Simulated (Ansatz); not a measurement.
Bi: energy change per atom and pressure as volume scale varies

Plane-wave DFT, scalar-relativistic PAW made under PBE with cores redone for the functional, no dispersion; the given relaxed cell is scaled uniformly, energy at zero smearing counts from the unscaled cell, pressure at the given Fermi-Dirac smearing is positive in compression. The results are calculated, by Ansatz 0.2.0.

The cell before it is scaled or strained (space group Im-3m, No. 229):
```
cell vectors (Å)
  -1.9595     1.9595     1.9595
   1.9595    -1.9595     1.9595
   1.9595     1.9595    -1.9595
atoms (fractions of the cell vectors)
Bi  0.00000  0.00000  0.00000
```

Settings of every row: spin polarised no; functional PBEsol; wave cutoff 420 eV; smearing width 0.1 eV; k mesh 13x13x13.

Atom starting moment: 0 on all atoms.

Limits: no spin-orbit coupling, which can matter with elements this heavy; the cell comes from a prototype or a list of computed structures and needn't be the stable phase.

| row | volume scale | V (Å³/atom) | energy change per atom (meV) | pressure (GPa) |
| --- | --- | --- | --- | --- |
| 1 | 0.88 | 26.484 | 101.79 | 10.13 |
| 2 | 0.92 | 27.687 | ? | ? |
| 3 | 0.96 | 28.891 | 10.02 | 2.65 |
| 4 | 1.04 | 31.299 | 8.01 | -2.17 |
| 5 | 1.08 | 32.503 | 30.8 | -3.91 |
| 6 | 1.12 | 33.707 | 65.57 | -5.3 |

Question: what energy change per atom and pressure should row 2 give?

Worked fit of energy change per atom. Take u = (V_r/V)^(2/3) − 1 with V_r = 31.299 Å³ an atom, which is twice the finite (Eulerian) strain; such expansions in the strain, on which the Birch-Murnaghan equation of state is built, carry the rest volume and the bulk modulus. The shown rows have u = 0.1178, 0.05482, 0, -0.02485, -0.04821. Least squares give energy change per atom = 7.934 − 618.304 × u + 12009.8 × u² meV; a straight line predicts inner rows, each left out in turn, worse (root mean square 40 against 0.19 meV). The rows lie off it by 0.03, -0.11, 0.08, 0.08, -0.09 (root mean square 0.082 meV). Its lowest point lies at u = 0.0257, or V = 30.13 Å³ an atom, and the curvature there gives the bulk modulus at fixed shape and fractions, B = (4/9)(1 + u)² E″(u)/V = 59.7 GPa. The withheld row has u = 0.08518, so the fit gives 7.934 − 618.304 × (0.08518) + 12009.8 × (0.08518)² = 42.41 meV.

The calculation gave 42.11 meV. The fit lies 0.30 meV (0.32 % of the column's range) above it; its largest miss of a shown row is 0.11 meV.

Worked fit of pressure. Take u = (V_r/V)^(2/3) − 1 with V_r = 31.299 Å³ an atom, which is twice the finite (Eulerian) strain; such expansions in the strain, on which the Birch-Murnaghan equation of state is built, carry the rest volume and the bulk modulus. The shown rows have u = 0.1178, 0.05482, 0, -0.02485, -0.04821. Least squares give pressure = −2.2 + 75.656 × u + 245.49 × u² GPa; a straight line predicts inner rows, each left out in turn, worse (root mean square 0.83 against 0.059 GPa). The rows lie off it by 0.01, -0.04, 0.03, 0.02, -0.02. The pressure vanishes at u = 0.0268, or V = 30.08 Å³ an atom, and there the bulk modulus at fixed shape and fractions is B = −V dP/dV = (2/3)(1 + u) dP/du = 60.8 GPa. The withheld row has u = 0.08518, so the fit gives −2.2 + 75.656 × (0.08518) + 245.49 × (0.08518)² = 6.03 GPa.

The calculation gave 5.96 GPa. The fit lies 0.07 GPa (1.2 % of the value, 0.45 % of the column's range) above it; its largest miss of a shown row is 0.04 GPa.
